Cobalt disilicide, CoSi₂, is a cubic metal in which each cobalt atom has eight silicon neighbours. The series takes this crystal at nine volumes, from squeezed to stretched, and gives its energy and pressure from density functional theory without spin. The energy is counted from the elements, so a negative value means that the compound is more stable than cobalt and silicon apart. A negative pressure means that the crystal is held open and pulls inwards.

CoSi₂ in its cubic cell with fixed atoms was computed with Ansatz 0.2.0 using scalar-relativistic PBEsol without spin, PAW, plane waves up to 420 eV, a 14×14×14 k mesh and Gaussian smearing of 0.1 eV. Energies are for zero smearing, relative to the elements' standard crystals in the same functional. Pressure is positive in compression.

| volume (Å³/atom) | shortest distance (Å) | energy over elements (eV/atom) | pressure (GPa) |
| --- | --- | --- | --- |
| 10.995 | 2.204 | -0.444 | 32.92 |
| 11.370 | 2.229 | -0.509 | 22.57 |
| 11.745 | 2.253 | -0.551 | 13.78 |
| 12.119 | 2.277 | -0.574 | 6.32 |
| 12.494 | 2.300 | -0.582 | -0.02 |
| 12.804 | 2.319 | -0.577 | -4.52 |
| 12.869 | 2.323 | -0.575 | -5.40 |
| 13.244 | 2.345 | -0.557 | -9.95 |
| 13.744 | 2.375 | -0.518 | -14.93 |

**(a) Between the rows at 12.804 and 12.869 Å³/atom the pressure changes by less than 1 GPa, while every other step is several GPa. Has something happened to the crystal there?**

*Solution.* The rows are unevenly spaced, so each pressure step must first be divided by its volume step. Here that gives $(5.40-4.52)/(12.869-12.804)$, about 13.5 GPa per Å³/atom. The intervals on either side give 14.5 and 12.1, so the small step fits between its neighbours. The row at 12.804 is simply an extra cell that lies close to the next one.

The same division shows the real trend. The pressure falls by 27.6 GPa per Å³/atom at the compressed end but only by 10.0 at the stretched end, and this rate drops from each interval to the next. The crystal thus softens steadily as it expands. A straight pressure line would fail at both ends, yet a steady bend is no sign of one odd row.

**(b) What makes the crystal stiff when squeezed and soft when stretched, and does any row leave the smooth curve that follows?**

*Solution.* Two effects compete. When the atoms approach, their electron clouds overlap; the Pauli principle then forces electrons into states of higher kinetic energy, and this cost climbs steeply. The attraction that binds the crystal changes more gently with distance. Squeezing therefore meets a hardening wall, while stretching works against a fading pull.

A diatomic molecule such as N₂ behaves in the same way: its bond resists shortening more than lengthening. The likeness holds for the shape of the energy curve near its minimum.

A simple curve with this shape is $E=-D(1+a)e^{-a}$, where $a=(r-r_0)/l$ measures the stretch of a length $r$ from its best value $r_0$, $l$ is the range of the binding and $D$ its depth. Pressure is $P=-dE/dV$, and the volume $V$ grows as $r^3$. With $X=r/r_0=(V/V_0)^{1/3}$ and $\eta=r_0/l$ this gives the Vinet equation,

$$P=3B_0\,\frac{1-X}{X^2}\,e^{\eta(1-X)} .$$

Here $V_0$ is the volume of zero pressure and $B_0$ the bulk modulus there, the resistance to a small uniform squeeze.

To test whether stretching brings anything new, the three constants can be fitted to the five rows up to 12.494 alone. That fit gives $3B_0\approx583$ GPa and $\eta\approx5.22$, and $V_0$ may be taken as 12.494 because the pressure there is almost zero. For the most stretched row, which had no part in this fit, $V/V_0=1.10$ and $X=1.0323$. Then

$$P\approx583\times\frac{-0.0323}{1.0656}\times e^{-0.169}\approx-14.9\ \text{GPa}.$$

The table has −14.93 GPa. A straight pressure line with the slope found at $V_0$ would have given about −19.4 GPa, since $B_0\approx194$ GPa and the volume has grown by a tenth. With unrounded constants, the Vinet prediction misses the table's value by 0.013 GPa, or 0.1% of the pressure. That is more than twice the largest rounding error of the table, but still small for the far end of an extrapolation.

When all nine rows are fitted, no pressure misses by more than 0.006 GPa, about the size of the rounding. No row breaks the pattern. The third-order Birch–Murnaghan equation, also with three constants, misses by up to 0.034 GPa. Had it been the only formula tried, its misfit might have been mistaken for a fault in the data.

The energies offer a second check. Integrating the fitted pressure predicts how far each energy lies above the minimum, with no new constant, and it agrees with the computed free energies within 0.03 meV/atom. This shows that energies and pressures belong to the same curve. It doesn't show that a real crystal has exactly these pressures: the atoms are at rest, and the functional sets the optimum volume.

The output printed below gives the fits and the misses row by row.

**(c) Why is the curve so smooth, although the electron levels shift with every change of volume? Where would a break be expected?**

*Solution.* One reason is geometric. The runs scale all distances together and hold the atoms in place. Letting the atoms relax from there would change nothing, because symmetry leaves no force on any of them. In a less symmetric crystal, atoms that relax at each volume can suddenly rearrange and put a kink in the curve.

The other reason lies in how the energy is built up. It collects contributions from all occupied levels. If two filled levels exchange their order, both stay filled and their sum has no kink. If an empty band sinks below the Fermi level, up to which the levels of a metal are filled, only a few electrons move into its lowest states at first, and they gain almost nothing. The pressure therefore changes only gently. In a molecule with separate levels, a whole pair can switch at once and put a kink in the energy.

The same runs may hold an example. The gap found by counting bands is negative in this metal, and its size shrinks as the volume grows: by 0.18 to 0.26 eV per Å³/atom up to 12.869 and by about 0.4 beyond it. Pressure and energy pass this point without a mark. An exchange of levels could explain the change of slope, but the runs don't record which levels form the two band edges.

A clear break would be expected where a new state of the whole crystal becomes lower in energy. Magnetism is one candidate, above all on the stretched side, where weaker overlap narrows the bands and favours unpaired electrons. If it set in gradually, the pressure would stay continuous but its slope would jump; if it set in abruptly, the pressure itself would jump.

These runs could not have shown it, because spin was switched off. At 12.494 there is little reason to expect it. The crystal has about one state per eV and cell at the Fermi level, or half a state for each spin. The Stoner parameter, which measures how strongly electrons gain from aligning their spins, is typically about half an eV for cobalt; it doesn't come from these runs. The product of the two is about a quarter, and a gradual onset of ferromagnetism needs more than one. The stretched rows can be judged from the smearing term of the energy, which at a fixed width grows nearly in step with the number of states around the Fermi level. At the most stretched row it is only about 9% larger than at 12.494, so the product should stay far below one and a gradual onset isn't expected there either. This test doesn't rule out a sudden jump to a state with a large moment, or an order in which neighbouring moments point in opposite directions.

A distortion or a different crystal structure is the other candidate. The fixed cubic cell and atom positions exclude both, so the smooth curve describes this one structure and doesn't prove that it is the most stable at every volume. For a similar cubic metal with all atoms fixed by symmetry, the same steady softening is the natural first guess. A calculation that is to find a break must allow for spin and let both cell and atoms relax. It should also start with moments on the atoms and with the atoms slightly displaced, because a fully symmetric start without moments usually stays as it is, even if a lower state exists.

Numerical output:

```
fit of pressure on 9 rows: coefficient of exp(s*(1-X))/X**2 -0.01998 +/- 0.0015, coefficient of (1-X)*exp(s*(1-X))/X**2 583.1 +/- 0.059, s 5.231; rms 0.00348, worst 12.869 0.0061, leave-one-out rms 0.00674
fit of pressure on 5 rows (vg < 12.6): coefficient of exp(s*(1-X))/X**2 -0.0193 +/- 0.0014, coefficient of (1-X)*exp(s*(1-X))/X**2 583.3 +/- 0.052, s 5.223; rms 0.00126, worst 12.119 -0.00211, leave-one-out rms 0.00334
  rows outside the fit (model, value, miss): 12.804 -4.523, -4.52, -0.00252; 12.869 -5.395, -5.4, 0.00475; 13.244 -9.949, -9.95, 0.000777; 13.744 -14.94, -14.93, -0.0131
fit of pressure on 9 rows: coefficient of X**(-5) -0.009472 +/- 0.013, coefficient of fs*X**(-5) 581.5 +/- 0.51, coefficient of fs**2*X**(-5) 388.5 +/- 18; rms 0.0225, worst 13.744 -0.0343, leave-one-out rms 0.0547
volume of zero pressure, Vinet fit (A^3/atom): 12.49
cubic edge at zero pressure (A): 5.312
bulk modulus at zero pressure (GPa): 194.4
pressure derivative of the bulk modulus: 4.487
database cell larger in volume than the optimum by (%): 2.489
largest miss of the Vinet pressure (GPa): 0.006101
largest miss of the Birch-Murnaghan pressure (GPa): 0.03433
largest miss of the energy predicted from pressures (meV/atom): 0.02483
Misses are model less computed; slopes run from the row above:
     row  straight line miss (GPa)  Vinet miss (GPa)  energy miss (meV/atom)  pressure drop per volume (GPa/A^3)  band-edge slope (eV/A^3)
  10.995                    -9.608          0.001506                -0.02483                                 n/a                       n/a
   11.37                    -5.091        -0.0009976                -0.02434                               27.61                     0.259
  11.745                    -2.134        -0.0005061                -0.01637                               23.45                    0.2452
  12.119                    -0.507         -0.004054               -0.007874                                19.9                    0.2322
  12.494                 1.902e-05         2.465e-05               8.005e-05                               16.91                    0.2212
  12.804                    -0.318          -0.00157               -0.002932                               14.53                    0.2127
  12.869                   -0.4529          0.006101                -0.00726                               13.49                    0.1773
  13.244                    -1.736          0.004687                -0.00934                               12.14                    0.3702
  13.744                    -4.533         -0.005219                -0.01367                               9.965                    0.4057
```
